**Question: Where does the Urbach tail of a localised centre come from, and is the tanh factor in the steepness really derived?**

The absorption band of the exciton localised at an I⁻ ion in KCl is usually described as Gaussian near the peak and exponential on the low-energy side, $\alpha\propto\exp[-\sigma(E_0-E)/k_BT]$, with $\sigma=\sigma_0\,(2k_BT/\hbar\omega)\tanh(\hbar\omega/2k_BT)$. I have read that a vibration which softens in the excited state produces this. How does the derivation go, what fixes $\sigma_0$, how do the Gaussian and the exponential join, and when can I trust the result?

---

**Answer**

The two-mode picture goes back to Toyozawa (1959) and was applied to localised excitons by Mahr (1963). A quadratically coupled mode does give an exponential tail, with $\sigma_0=\omega_g^2/(\omega_g^2-\omega_e^2)$. The tanh factor follows in the static Franck–Condon approximation. The exact quantum solution of the same model confirms $\sigma_0$ at high temperature but reproduces the tanh factor only when $\sigma_0\ll1$.

## 1. Premises and conventions

1. Two adiabatic electronic states, $g$ and $e$, both treated as non-degenerate.
2. Condon approximation: the transition dipole does not depend on the nuclear coordinates.
3. Harmonic surfaces with the same normal coordinates in both states, so the vibrational Hamiltonian is a sum over independent modes.
4. One mode $Q$ (mass $M$) changes its curvature only; the other modes are displaced only.
5. Thermal equilibrium in the ground state, $\beta=1/k_BT$. Centres are dilute and identical; lifetime broadening is neglected.

For the quadratic mode

$$H_g=\frac{P^2}{2M}+\tfrac12M\omega_g^2Q^2,\qquad H_e=E_0+H_g+U,\qquad U=-bQ^2,\qquad b=\tfrac12M(\omega_g^2-\omega_e^2)>0. \tag{1}$$

The vertical gap is $E(Q)=E_0-bQ^2$. The curvature $\omega_e^2$ may be negative. A substitutional I⁻ sits at an inversion centre, so $E(Q)$ is even in any odd-parity coordinate, and such modes couple at second order at the earliest.

The golden rule gives $\alpha(E)=C\,E\,I(E)$, with $C$ containing the concentration, the dipole and the refractive factors, and with the normalised shape

$$I(E)=\sum_{i,f}p_i\,|\langle f|i\rangle|^2\,\delta(E-E_f+E_i),\qquad p_i=e^{-\beta E_i}/Z_g .$$

Write $\Delta=E_0-E$, positive on the low-energy side. The convenient object is the generating function

$$Z(\lambda)=\int I\,e^{\lambda\Delta}\,dE=\frac{1}{Z_g}\,\mathrm{Tr}\!\left[e^{-(\beta-\lambda)H_g}\,e^{-\lambda(H_g+U)}\right]. \tag{2}$$

The trace form follows by inserting $e^{\lambda\Delta}=e^{\lambda E_i}e^{-\lambda(E_f-E_0)}$ and summing over $f$ and $i$. For independent modes the trace factorises, so $Z$ is a product and $I$ is a convolution. If $I\sim e^{-\gamma\Delta}$ times a power of $\Delta$, the integral diverges for $\lambda>\gamma$, so the tail slope is the position of the first singularity of $Z$ on the positive real axis. The Urbach energy is $E_U=1/\gamma$ and the steepness is $\sigma=\gamma k_BT$.

## 2. Thermal distribution of $Q$

The kernel of $e^{-\tau H}$ for an oscillator of frequency $\omega$, with $\theta=\hbar\omega\tau$, is Mehler's

$$K_\omega(Q,Q';\tau)=\sqrt{\frac{M\omega}{2\pi\hbar\sinh\theta}}\exp\!\left\{-\frac{M\omega}{2\hbar\sinh\theta}\left[(Q^2+Q'^2)\cosh\theta-2QQ'\right]\right\}. \tag{3}$$

Differentiation shows that it obeys $\partial_\tau K=-HK$, and for $\tau\to0$ it narrows to $\delta(Q-Q')$, which identifies it. On the diagonal $(\cosh\theta-1)/\sinh\theta=\tanh(\theta/2)$. With $\tau=\beta$ and $x=\hbar\omega_g/2k_BT$,

$$P(Q)=\frac{e^{-Q^2/2s^2}}{\sqrt{2\pi s^2}},\qquad s^2=\frac{\hbar}{2M\omega_g}\coth x. \tag{4}$$

This distribution is exact and includes zero-point motion.

## 3. Static approximation and the one-mode band

Replace $e^{\lambda H_g}e^{-\lambda(H_g+U)}$ in (2) by $e^{-\lambda U}$. This drops the commutator of the kinetic energy with $U$ and means that each frozen $Q$ absorbs sharply at $E(Q)$:

$$I_q(\varepsilon)=\int P(Q)\,\delta(\varepsilon-bQ^2)\,dQ ,$$

where $\varepsilon$ is the part of $\Delta$ supplied by this mode. The delta function has roots $Q=\pm\sqrt{\varepsilon/b}$, each with weight $1/|2bQ|=1/(2\sqrt{b\varepsilon})$. Hence $I_q=P(\sqrt{\varepsilon/b})/\sqrt{b\varepsilon}$, or

$$I_q(\varepsilon)=\sqrt{\frac{\gamma}{\pi\varepsilon}}\;e^{-\gamma\varepsilon}\quad(\varepsilon>0),\qquad \gamma=\frac{1}{2bs^2}, \tag{5}$$

and zero for $\varepsilon<0$. The inverse square root reflects the stationary point of $E(Q)$ at $Q=0$. Inserting (1) and (4),

$$\gamma=\frac{2\omega_g\tanh x}{\hbar(\omega_g^2-\omega_e^2)},\qquad \sigma=\gamma k_BT=\sigma_0\,\frac{2k_BT}{\hbar\omega_g}\tanh\frac{\hbar\omega_g}{2k_BT},\qquad \sigma_0=\frac{\omega_g^2}{\omega_g^2-\omega_e^2}. \tag{6}$$

The mass cancels. Classically the meaning of $\sigma_0$ is plain: lowering the gap by $\varepsilon$ costs the ground-state energy $\tfrac12M\omega_g^2Q^2=\sigma_0\varepsilon$, and the tail is the Boltzmann factor of that cost. A soft but stable excited state ($0<\omega_e^2<\omega_g^2$) gives $\sigma_0>1$, a flat one gives $\sigma_0=1$, and $\sigma_0<1$ requires $\omega_e^2=-\kappa^2<0$, an excited state unstable along $Q$.

The generating function is $Z_q=\langle e^{\lambda bQ^2}\rangle=(1-\lambda/\gamma)^{-1/2}$, which gives the mean $1/2\gamma$ and the variance $1/2\gamma^2$. For $N$ equally softened modes $Z_q$ is raised to the power $N$ and $I_q=\gamma^{N/2}\varepsilon^{N/2-1}e^{-\gamma\varepsilon}/\Gamma(N/2)$. The slope is unchanged and only the power changes. With unequal softening the mode with the smallest $\gamma$ fixes the slope.

## 4. Linear modes and the convolution

A mode with mass $m$, frequency $\omega$ and $U=-Fq$ has relaxation energy $E_R=F^2/2m\omega^2=S\hbar\omega$. Statically, a linear function of a Gaussian variable is Gaussian, with variance $F^2\langle q^2\rangle$ from (4). Several modes add their variances; with one effective frequency

$$G(\Delta)=\frac{e^{-\Delta^2/2W^2}}{\sqrt{2\pi W^2}},\qquad W^2=E_R\,\hbar\omega\coth\frac{\hbar\omega}{2k_BT}. \tag{7}$$

The full band is $I(\Delta)=\int_0^\infty I_q(\varepsilon)\,G(\Delta-\varepsilon)\,d\varepsilon$. Put $\varepsilon=Wt$ and expand the square, $(\Delta-Wt)^2/2W^2=\Delta^2/2W^2-\Delta t/W+t^2/2$:

$$I(\Delta)=G(\Delta)\sqrt{\frac{\gamma W}{\pi}}\;J(z),\qquad J(z)=\int_0^\infty t^{-1/2}e^{-t^2/2-zt}\,dt,\qquad z=\gamma W-\frac{\Delta}{W}. \tag{8}$$

In standard notation $J=\sqrt\pi\,e^{z^2/4}D_{-1/2}(z)$, a parabolic cylinder function. The sign of $z$ separates two regimes, with the boundary at $\Delta_\times=\gamma W^2$.

**Core, $z\gg1$.** Small $t$ dominates. Expanding $e^{-t^2/2}$ and using $\int_0^\infty t^{\nu-1}e^{-zt}dt=\Gamma(\nu)z^{-\nu}$ gives $J\simeq\sqrt{\pi/z}\,(1-3/8z^2)$, so

$$I\simeq G(\Delta)\,(1-\Delta/\Delta_\times)^{-1/2}. \tag{9}$$

The peak has $z\approx\gamma W$, so a Gaussian core exists when $W\gg E_U$.

**Tail, $z\ll-1$.** Write $-t^2/2+|z|t=z^2/2-(t-|z|)^2/2$. The integrand is a unit Gaussian at $t=|z|$, and expanding $t^{-1/2}$ about that point gives $J\simeq\sqrt{2\pi/|z|}\,e^{z^2/2}(1+3/8z^2)$. Since $z^2/2-\Delta^2/2W^2=\gamma^2W^2/2-\gamma\Delta$ and $W|z|=\Delta-\Delta_\times$,

$$I\simeq\sqrt{\frac{\gamma}{\pi(\Delta-\Delta_\times)}}\;\exp\!\left[-\gamma\left(\Delta-\tfrac12\Delta_\times\right)\right]. \tag{10}$$

In the tail the linear modes supply a fixed shift $\Delta_\times$ and the quadratic mode supplies the rest, $\varepsilon=W|z|$. If the two frequencies are equal, or if both modes are classical, $\tanh$ and $\coth$ cancel and $\Delta_\times=2\sigma_0E_R$ is independent of temperature. The exponent in (10) then vanishes at $E_0-\sigma_0E_R$ for every $T$. This is the Urbach focus, at which the extrapolated lines of $\ln\alpha$ against $E$ meet, blurred only by the prefactor $\sqrt\gamma$.

**Local slope.** Differentiating (8), $-d\ln I/d\Delta=\gamma-(z+\langle t\rangle_z)/W$, with $\langle t\rangle_z$ the mean of $t$ over the integrand of $J$. At $z=0$, $J=2^{-3/4}\Gamma(1/4)=2.156$ and $\langle t\rangle=2^{1/2}\Gamma(3/4)/\Gamma(1/4)=0.478$. Far out, (10) gives $\gamma+1/[2(\Delta-\Delta_\times)]$. For $N=2$ the power disappears and the convolution is $\tfrac12\gamma\,e^{-\gamma(\Delta-\Delta_\times/2)}\,\mathrm{erfc}(z/\sqrt2)$.

## 5. What the static step neglects

The moments of $E-E_0$ are $\sum_ip_i\langle i|(H_g-E_i+U)^n|i\rangle$. Because $(H_g-E_i)|i\rangle=0$, the first two are $\langle U\rangle$ and $\langle U^2\rangle$, as in the static theory. The third is $\langle U^3\rangle+\langle U(H_g-E_i)U\rangle$, and

$$\langle i|U(H_g-E_i)U|i\rangle=\tfrac12\langle i|[U,[H_g,U]]|i\rangle=\frac{\hbar^2}{2M}\langle i|U'^2|i\rangle .$$

For $U=-bQ^2$ the thermal average of the extra term is $+2\hbar^2b^2s^2/M$. The static third cumulant of $E$, from $\ln Z_q$, is $-1/\gamma^3=-8b^3s^6$. With $b=M\omega_g^2/2\sigma_0$ and (4), the ratio of magnitudes is

$$\rho=\frac{\hbar^2}{4Mbs^4}=2\sigma_0\tanh^2x. \tag{11}$$

At high temperature $\rho\simeq2\sigma_0x^2$, of the same order as the departure $x^2/3$ of $\tanh x/x$ from unity. At $T=0$ it equals $2\sigma_0$ and reverses the skew of the one-mode band when $\sigma_0>1/2$. The tanh factor keeps one quantum correction and drops another of the same order.

## 6. Exact slope

Evaluate (2) with two kernels (3), setting $a=\hbar\omega_g(\beta-\lambda)$ and $c=\hbar\omega_e\lambda$. The exponent is $-(M/2\hbar)[A(Q^2+Q'^2)-2BQQ']$ with $A=\omega_g\coth a+\omega_e\coth c$ and $B=\omega_g/\sinh a+\omega_e/\sinh c$. The double Gaussian integral is $2\pi\hbar/M\sqrt{A^2-B^2}$. Collecting prefactors, with $Z_g=1/(2\sinh x)$,

$$Z_q(\lambda)=\frac{2\sinh x}{\sqrt{D}},\qquad D=\frac{\omega_g^2+\omega_e^2}{\omega_g\omega_e}\sinh a\sinh c+2(\cosh a\cosh c-1). \tag{12}$$

Since $D=\sinh a\sinh c\,(A-B)(A+B)/\omega_g\omega_e$, half-angle formulas give

$$D=\frac{4}{\omega_g\omega_e}\left[\omega_g\sinh\tfrac a2\cosh\tfrac c2+\omega_e\cosh\tfrac a2\sinh\tfrac c2\right]\left[\omega_g\cosh\tfrac a2\sinh\tfrac c2+\omega_e\sinh\tfrac a2\cosh\tfrac c2\right].$$

$D$ is analytic in $\lambda$ and even in $\omega_e$, so (12) continues to $\lambda>\beta$ and to imaginary $\omega_e$. A Laplace transform of a positive function is singular at its abscissa of convergence, so the slope $\lambda^*$ is the first real zero of $D$. For $\omega_e^2<\omega_g^2$ this is the zero of the first bracket. For real $\omega_e$ the second bracket needs $\tanh|a/2|=(\omega_g/\omega_e)\tanh(c/2)$, while the first vanishes earlier, at $(\omega_e/\omega_g)\tanh(c/2)$. For imaginary $\omega_e$ the second bracket divided by $\omega_e$ stays positive for $\lambda<\beta$, $\hbar\kappa\lambda<\pi$, the interval that contains the root. Thus

$$\omega_g\tanh\frac{\hbar\omega_g(\beta-\lambda^*)}{2}=-\,\omega_e\tanh\frac{\hbar\omega_e\lambda^*}{2}=\kappa\tan\frac{\hbar\kappa\lambda^*}{2}, \tag{13}$$

the last form for $\omega_e=i\kappa$. The zero is simple, so $Z_q\propto(\lambda^*-\lambda)^{-1/2}$ near it, and the envelope of the far tail keeps the form $\varepsilon^{-1/2}e^{-\lambda^*\varepsilon}$. Only the slope and the weight change.

**High temperature.** Put $\sigma=\lambda^*/\beta$, $r=\omega_e^2/\omega_g^2=1-1/\sigma_0$, and use $\tanh y\simeq y-y^3/3$. Equation (13) becomes $1-\sigma+r\sigma=(x^2/3)[(1-\sigma)^3+r^2\sigma^3]$. The left side is $1-\sigma/\sigma_0$. On the right set $\sigma=\sigma_0$; then $r^2\sigma_0^3=\sigma_0(1-\sigma_0)^2$ and the bracket is $(1-\sigma_0)^2$. So

$$\sigma_{\rm exact}\simeq\sigma_0\left[1-\tfrac13(1-\sigma_0)^2x^2\right],\qquad \sigma_{\rm static}\simeq\sigma_0\left[1-\tfrac13x^2\right]. \tag{14}$$

The classical limit $\sigma_0$ is confirmed. The quantum corrections coincide only as $\sigma_0\to0$, apart from an accidental equality of this one term at $\sigma_0=2$.

**Stable excited state.** The middle member of (13) is negative, so $\lambda^*>\beta$ and $\sigma>1$ at all temperatures; for $T\to0$, $\lambda^*\to\beta+(2/\hbar\omega_g)\,\mathrm{artanh}(\omega_e/\omega_g)$ and $\sigma\to1$. Energy conservation explains this. Every final level lies above $E_0$, so absorption at $\varepsilon$ below $E_0$ starts from a level with $E_i>\varepsilon$ and pays its Boltzmann factor. The static result $\sigma\to0$ violates this bound. For $\omega_e=0$ the exact steepness is 1 at every temperature.

**Unstable excited state.** The left side of (13) falls from a positive value to zero at $\lambda=\beta$, the right side rises from zero to infinity at $\lambda=\pi/\hbar\kappa$, and there is one root with $\sigma<1$. The slope saturates at low temperature, as in the tanh form, but at another value:

$$E_U^{\rm exact}(0)=\frac{\hbar\kappa}{2\arctan(\omega_g/\kappa)},\qquad E_U^{\rm static}(0)=\frac{\hbar(\omega_g^2+\kappa^2)}{2\omega_g}. \tag{15}$$

Both tend to $\hbar\kappa^2/2\omega_g$ for $\kappa\gg\omega_g$, that is $\sigma_0\ll1$.

**Linear modes exactly.** Here $H_g+U=\mathcal D H_g\mathcal D^\dagger-E_R$ with $\mathcal D=\exp[\sqrt S(\hat a^\dagger-\hat a)]$. With $u=\lambda\hbar\omega$, $e^{\lambda H_g}\mathcal De^{-\lambda H_g}=\exp[\sqrt S(\hat a^\dagger e^{u}-\hat ae^{-u})]$. Merging this with $\mathcal D^\dagger$ gives the commutator factor $e^{-S\sinh u}$, and $\langle e^{X}\rangle=e^{\langle X^2\rangle/2}$ for $X$ linear in $\hat a,\hat a^\dagger$ gives the rest:

$$\ln Z_{\rm lin}=S\left[\coth\frac{\hbar\omega}{2k_BT}\,(\cosh u-1)-(\sinh u-u)\right]. \tag{16}$$

This is entire in $\lambda$, so linear modes never alter the asymptotic slope. They multiply the tail by $Z_{\rm lin}(\lambda^*)$, whose $u^2$ term is the $\gamma^2W^2/2$ of (10).

## 7. Range of validity

- The classical result $\sigma=\sigma_0$, with (8) to (10), holds for $k_BT\gtrsim\hbar\omega_g$. By (14) the static and exact steepness differ by $\sigma_0(2-\sigma_0)x^2/3$ in units of $\sigma_0$.
- The tanh factor is controlled only where $\rho=2\sigma_0\tanh^2x\ll1$. At low temperature this demands $\sigma_0\ll1$. Otherwise a fitted tanh energy is an empirical parameter; matching the $x^2$ terms in (14) makes it $|1-\sigma_0|\,\hbar\omega_g$.
- The Gaussian (7) can be used out to the tail only for $\gamma\hbar\omega\lesssim1$, and a smooth core needs $S\gg1$ and $\gamma W\gg1$.
- The tail probes amplitudes $Q=\sqrt{2\sigma_0\varepsilon/M\omega_g^2}$. Quartic terms bend the exponential when $Q$ is a sizeable fraction of the bond length, and for $\sigma_0<1$ they must be present to bound the excited surface.
- The real excited state derives from degenerate p-like orbitals with spin–orbit splitting, and odd modes at a cubic site come in triplets. These features change $N$, the core shape and the focus. The statement that the softest direction fixes the slope survives as long as adiabatic surfaces can be used.

## 8. Illustration: I⁻ in KCl

**Frequency scale.** An odd-parity motion of an ion against its neighbours resembles the host transverse optical mode, which the Szigeti relation estimates. For rock salt with nearest-neighbour central repulsion $\phi(r)$, the short-range spring constant between the sublattices is $k=2(\phi''+2\phi'/r_0)$. The energy per ion pair at equilibrium has curvature $6(\phi''+2\phi'/r_0)=18r_0B_0$, with $B_0$ the bulk modulus, so $k=6r_0B_0$. The Lorentz local field reduces it to $\mu\omega_{TO}^2=k\,(\epsilon_\infty+2)/(\epsilon_s+2)$. Compiled values for KCl are the lattice constant 0.629 nm (300 K, Wikipedia), so $r_0=0.3145$ nm; $B_0=18.2$ GPa (Toher 2017); $\epsilon_s=4.815$ (Andeen 1970); $\epsilon_\infty=2.2$ (Pishtshev 2010). Masses of approximately 39.10 u and 35.45 u give $\mu=18.59$ u. Then $k=34.3$ N/m, the field factor is 0.616, $\omega_{TO}=2.62\times10^{13}$ s⁻¹ and $\hbar\omega_{TO}=17.2$ meV. I take 17 meV for both kinds of mode and $M=\mu$. The heavy iodide ion will lower the odd modes in which it moves, so this is a scale only.

**Assumed inputs.** $E_0\approx6.6$ eV, an approximate band position, well inside the compiled gap of 8.7 eV (Aguado 1998). $\sigma_0=0.8$, chosen as typical of alkali-halide exciton tails; it implies $\omega_e^2=-0.25\,\omega_g^2$, $\kappa=0.5\,\omega_g$. $E_R=0.40$ eV ($S=23.5$), chosen to give a typical room-temperature width of a few tenths of an eV. All results below are the model's.

| $T$ (K) | $x$ | $\rho$ | $\sigma$ static | $\sigma$ exact | $E_U$ static (meV) | $E_U$ exact (meV) |
|---|---|---|---|---|---|---|
| 600 | 0.164 | 0.04 | 0.793 | 0.800 | 65.2 | 64.7 |
| 300 | 0.329 | 0.16 | 0.772 | 0.799 | 33.5 | 32.4 |
| 80 | 1.233 | 1.14 | 0.547 | 0.783 | 12.6 | 8.8 |
| 0 | ∞ | 1.60 | 0 | 0 | 10.6 | 3.8 |

The third figures serve only to compare (6) with (13) for the same inputs. At 300 K the tanh factor lowers $\sigma$ by 3.5 % and the exact treatment by 0.1 %. At $T=0$ the two Urbach energies differ by a factor 2.8.

**Band at 300 K, static form** ($k_BT=25.85$ meV). Equations (6) and (7) give $\gamma=29.9$ eV⁻¹, $W=0.146$ eV, a Gaussian full width at half maximum $2\sqrt{2\ln2}\,W=0.34$ eV, and $\gamma W=4.37$. The quadratic mode shifts the centroid down by 17 meV and adds 2.6 % to the variance, so the core stays close to Gaussian. The crossover is at $\Delta_\times=0.64$ eV (photon energy 5.96 eV) and the focus 0.32 eV below $E_0$ (6.28 eV). At the crossover the band is 2.5 times the bare Gaussian and $1.8\times10^{-4}$ of $G(0)$. The local slope there is 26.6 eV⁻¹, 11 % below $\gamma$. At $\Delta=1.0$ eV the factor $e^{-\gamma\Delta}$ has fallen a further 4.7 decades, the leading form (10) gives $2.8\times10^{-9}$ of $G(0)$ against $7.3\times10^{-11}$ for the bare Gaussian, and the prefactor adds about 1.4 eV⁻¹ to the slope. The factor $E$ in $\alpha$ adds $1/E_0=0.15$ eV⁻¹, which is negligible.

**Sizes of the neglected terms.** With $u=\gamma\hbar\omega=0.508$, (16) gives $\ln Z_{\rm lin}=9.25$ against the Gaussian 9.56, which scales the far tail by 0.73 and leaves its slope alone. At $\Delta=1.0$ eV the quadratic mode supplies 0.36 eV; with $M\omega_g^2=20.6$ N/m this needs $Q=0.067$ nm, 21 % of $r_0$, where harmonic surfaces are doubtful. The far end of the quoted range is therefore only indicative. At $T=0$ the exact slope gives $u=4.4$, the Gaussian fails, and (16) tends to $S(u-1)$ at large $u$: the exponential tail starts below $E_0-E_R$, the zero-phonon position of the linear modes, with a weight of order $e^{-S}=6\times10^{-11}$.

At room temperature the model gives $E_U\approx32$ meV, which restates the chosen $\sigma_0$ and tests nothing. At low temperature, the exciton tail of pure KCl typically saturates near 9 meV, as typical knowledge for the host and not for this centre; the exact one-mode value of 3.8 meV is less than half of that, and in this model the tail would also be too weak to see. A quadratically coupled mode accounts for the Gaussian core, the exponential tail and the focus when $k_BT\gtrsim\hbar\omega_g$, at the price of an unstable excited surface if $\sigma_0<1$. For $\sigma_0$ near unity it does not derive the tanh law of the low-temperature steepness.